**Lecturer:** The calculation on your sheet is wrong, and I'll mark it so before we start. Read it out anyway.

**The attempt (wrong)**

**Student:** Without spin–orbit coupling, three bands of CoSi meet at $\Gamma$. Their Bloch functions can be chosen real, transforming like $x,y,z$ under the point group $T$. To first order in $k$,

$$H=\hbar v\,\mathbf k\cdot\mathbf S,\qquad (S_k)_{ij}=-i\varepsilon_{kij},$$

with $\mathbf S$ dimensionless and $v>0$. The energies are $0,\pm\hbar vk$ and the velocity operator is $vS_a$. At zero temperature, with a factor 2 for spin, the Kubo formula is

$$\sigma_{aa}=\frac{2\pi e^2}{\omega}\sum_{m\to n}\int\!\frac{d^3k}{(2\pi)^3}\,v^2|\langle n|S_a|m\rangle|^2\,\delta(E_n-E_m-\hbar\omega),$$

summed from filled to empty states. For a channel with gap $\mu\hbar vk$, $\mu=1$ or $2$, the radial integral is $\int k^2\delta(\mu\hbar vk-\hbar\omega)\,dk=\omega^2/(\hbar\mu^3v^3)$, so

$$\sigma_{aa}=\frac{e^2\omega}{\pi\hbar v}\sum_\mu\frac{w^a_\mu}{\mu^3},$$

with $w^a_\mu$ the average of $|\langle n|S_a|m\rangle|^2$ over directions $\mathbf n$ of $\mathbf k$. With the Fermi level within $\hbar\omega/2$ of the node, one $\mu=1$ channel and the $\mu=2$ channel are open.

I took the eigenstates from the Wigner $d^1$ table, components ordered $m=+1,0,-1$, polar angles $\theta,\phi$:

$$\chi_\pm=\Big(\tfrac{1\pm\cos\theta}{2}e^{-i\phi},\ \pm\tfrac{\sin\theta}{\sqrt2},\ \tfrac{1\mp\cos\theta}{2}e^{i\phi}\Big),\quad \chi_0=\Big(-\tfrac{\sin\theta}{\sqrt2}e^{-i\phi},\ \cos\theta,\ \tfrac{\sin\theta}{\sqrt2}e^{i\phi}\Big).$$

I converted them with $|\pm1\rangle=(x\pm iy)/\sqrt2$, $|0\rangle=z$, the columns of a matrix $\tilde U$, and averaged. For $a=z$ I get $w_1=1/3$, $w_2=0$; for $a=x$ or $y$, $w_1=1/5$, $w_2=2/5$. The sum is $1/3$ for $z$ and $1/5+1/20=1/4$ for $x$. My result, the wrong one, is $\sigma_{xx}=\sigma_{yy}=\tfrac34\sigma_{zz}$.

**The symptom**

**Lecturer:** CoSi is cubic. The threefold axis along [111] carries $x$ to $y$ to $z$, so the three components must be equal.

**Student:** The crystal is chiral. Perhaps that singles out an axis.

**Lecturer:** Chirality removes mirrors and inversion and leaves the threefold axes, and your $H$ is isotropic anyway. Here is a sharper test. From the definition, $(\mathbf n\cdot\mathbf S)\mathbf u=i\,\mathbf n\times\mathbf u$, so the zero-energy state is $\mathbf n$ itself. What is yours?

**Student:** $\tilde U\chi_0=(in_y,-in_x,n_z)$. For $\mathbf k$ along $x$ that is $-iy$, purely transverse. It isn't an eigenvector of $H$.

**The faulty line**

**Lecturer:** The faulty line is $|+1\rangle=+(x+iy)/\sqrt2$. The table assumes the Condon–Shortley convention, in which $S_\pm=S_x\pm iS_y$ have real positive elements. Apply them to $z$, using $S_a\mathbf u=i\,\mathbf e_a\times\mathbf u$: $S_xz=-iy$ and $S_yz=ix$, so

$$S_+z=-(x+iy),\qquad S_-z=x-iy.$$

These must equal $\sqrt2|\pm1\rangle$, which forces $|\pm1\rangle=\mp(x\pm iy)/\sqrt2$. With these columns, $U^\dagger S_aU=J_a$, the standard matrices, $J_z=\mathrm{diag}(1,0,-1)$ and $\langle 1|J_+|0\rangle=\langle0|J_+|{-1}\rangle=\sqrt2$.

**Student:** I object. The sign of a state is unobservable. My vector is still an eigenvector of $S_z$ with eigenvalue $+1$, and $\tilde U$ is unitary.

**Lecturer:** All true, and your basis is legitimate if you stay in it. There $\langle1|S_+|0\rangle=-\sqrt2$, and the first components of the $\chi$ change sign with it. You took coefficients from one convention and basis vectors from another. The sign then sits on one term of a superposition, where it is a relative phase. Your states are the right ones multiplied by

$$G=\tilde UU^\dagger=1-2|{+1}\rangle\langle+1|=\begin{pmatrix}0&i&0\\-i&0&0\\0&0&1\end{pmatrix}.$$

Since $G=G^\dagger$, you in effect computed matrix elements of $GS_aG$ between correct states. $G$ commutes with $S_z$, so $\sigma_{zz}$ survived. But $S_x=-i|y\rangle\langle z|+i|z\rangle\langle y|$ with $Gy=ix$, $Gz=z$ gives

$$GS_xG=|x\rangle\langle z|+|z\rangle\langle x|=-(S_xS_z+S_zS_x),$$

where the last step uses $(S_aS_b)_{ij}=\delta_{ab}\delta_{ij}-\delta_{aj}\delta_{bi}$. A vector component has become a quadrupole component.

**Student:** The matrices $GS_aG$ still obey the spin commutators.

**Lecturer:** They do, which is why checks on the algebra and the spectrum pass. They just don't generate rotations of the orbitals $x,y,z$. The exponential will show it.

**The mended calculation**

**Lecturer:** Apply three matrices to a vector and expand the inner double cross product:

$$S_iS_jS_k\mathbf u=-i\,\mathbf e_i\times(\mathbf e_k u_j-\delta_{jk}\mathbf u)=-iu_j\,\mathbf e_i\times\mathbf e_k+\delta_{jk}S_i\mathbf u.$$

Exchange $i$ and $k$ and add. The first terms cancel:

$$S_iS_jS_k+S_kS_jS_i=\delta_{ij}S_k+\delta_{jk}S_i.$$

Contract with $n_in_jn_k$ for a unit vector: $(\mathbf n\cdot\mathbf S)^3=\mathbf n\cdot\mathbf S$. Now sum the series.

**Student:** Every odd power is $\mathbf n\cdot\mathbf S$ and every even power from the second on is $(\mathbf n\cdot\mathbf S)^2$. For a rotation angle $\alpha$ the odd terms sum to $-i\sin\alpha$ and those even terms to $\cos\alpha-1$:

$$e^{-i\alpha\,\mathbf n\cdot\mathbf S}=1-i\sin\alpha\;\mathbf n\cdot\mathbf S-(1-\cos\alpha)(\mathbf n\cdot\mathbf S)^2.$$

With $-i(\mathbf n\cdot\mathbf S)\mathbf u=\mathbf n\times\mathbf u$ and $(\mathbf n\cdot\mathbf S)^2=1-\mathbf n\mathbf n^T$, it sends $\mathbf u$ to $\mathbf u\cos\alpha+\mathbf n\times\mathbf u\,\sin\alpha+\mathbf n(\mathbf n\cdot\mathbf u)(1-\cos\alpha)$.

**Lecturer:** That is the Rodrigues matrix, real and orthogonal, an active right-handed rotation. For $\alpha=2\pi/3$ about [111] it sends $x\to y\to z\to x$. For $\alpha=\pi$ about $x$ it is $1-2S_x^2=\mathrm{diag}(1,-1,-1)$. Try your dictionary on the tabulated $J_x$.

**Student:** $\tilde UJ_x\tilde U^\dagger=GS_xG$, whose square is $\mathrm{diag}(1,0,1)$. The half turn is $\mathrm{diag}(-1,1,-1)$, which is the half turn about $y$. At other angles the matrix has imaginary entries and rotates nothing real.

**Lecturer:** Now build the states without a table. The product $e^{-i\phi S_z}e^{-i\theta S_y}$ carries $x,y,z$ into the unit vectors $\mathbf e_\theta,\mathbf e_\phi,\mathbf n$, and $S_z$ into $\mathbf n\cdot\mathbf S$. The eigenstates are $\mathbf n$ and $\mathbf e_\pm=\mp(\mathbf e_\theta\pm i\mathbf e_\phi)/\sqrt2$, which equal $U\chi_0$ and $U\chi_\pm$. For a real vector $\mathbf u$, $|\mathbf e_\pm^*\cdot\mathbf u|^2=\tfrac12|\mathbf u_\perp|^2$, with $\perp$ meaning transverse to $\mathbf n$.

**Student:** $S_a\mathbf n=i\,\mathbf e_a\times\mathbf n$ is transverse with squared length $1-n_a^2$, so the weight is $(1-n_a^2)/2$ and $w_1=1/3$ for every $a$, for either $\mu=1$ channel. And $\mathbf e_+^*=-\mathbf e_-$ gives $\langle+|S_a|-\rangle=-i\,\mathbf e_-\cdot(\mathbf e_a\times\mathbf e_-)=0$. So

$$\sigma_{xx}=\sigma_{yy}=\sigma_{zz}=\frac{e^2\omega}{3\pi\hbar v}.$$

**Lecturer:** The same tools reproduce your wrong weights. The quadrupole sends $\mathbf n$ to $\mathbf u=(n_z,0,n_x)$, with $|\mathbf u_\perp|^2=n_x^2+n_z^2-4n_x^2n_z^2$. The averages $\langle n_a^2\rangle=1/3$ and $\langle n_x^2n_z^2\rangle=1/15$ make that $2/5$, and half of it is your $1/5$. Between the outer bands the element is $-2(\mathbf e_-)_x(\mathbf e_-)_z$, with squared modulus $(1-n_x^2)(1-n_z^2)$ and average $2/5$. A rank-two operator can change the projection along $\mathbf n$ by two, so the slip opened a forbidden transition.

**The size of the error**

**Student:** How much is it in numbers?

**Lecturer:** Take $\hbar v=1.3$ eV Å, an approximate value for the $\Gamma$ node, and $\hbar\omega=0.10$ eV; the node typically lies within a few tens of meV of the Fermi level, so both channels are open. Then $k=\omega/v=0.077$ Å$^{-1}$, and with $e^2/\hbar=2.43\times10^{-4}\ \Omega^{-1}$ the model gives $\sigma=(e^2/\hbar)k/3\pi=2.0\times10^2\ \Omega^{-1}\mathrm{cm}^{-1}$. Your $\sigma_{xx}$ has $1.2\times10^2$ from the allowed channel and $0.3\times10^2$ from the forbidden one, $1.5\times10^2$ in all. It is low by $0.5\times10^2\ \Omega^{-1}\mathrm{cm}^{-1}$, or 25 per cent, as is $\sigma_{yy}$, and $\sigma_{zz}$ is untouched.

**Student:** Is the linear model even that good? If not, my sign hardly matters.

**Lecturer:** It is not that good. A quadratic term of free-electron size is $\hbar^2k^2/2m_e=23$ meV at this $k$, and the spin–orbit splitting at $\Gamma$ is typically a few tens of meV. Against a photon of 100 meV, each can move $\sigma$ by tens of per cent, as much as your error. These numbers are the model's. As typical knowledge, the conductivity of CoSi near 0.1 eV lies above the model's value, by a factor of roughly two to several, because the bands bend away from the cone and free carriers add a Drude tail. But every such term respects the threefold axes and leaves $\sigma_{xx}=\sigma_{zz}$. Your ratio of $3/4$ would read as a uniaxial crystal, and no refinement of the band model of cubic CoSi can produce it.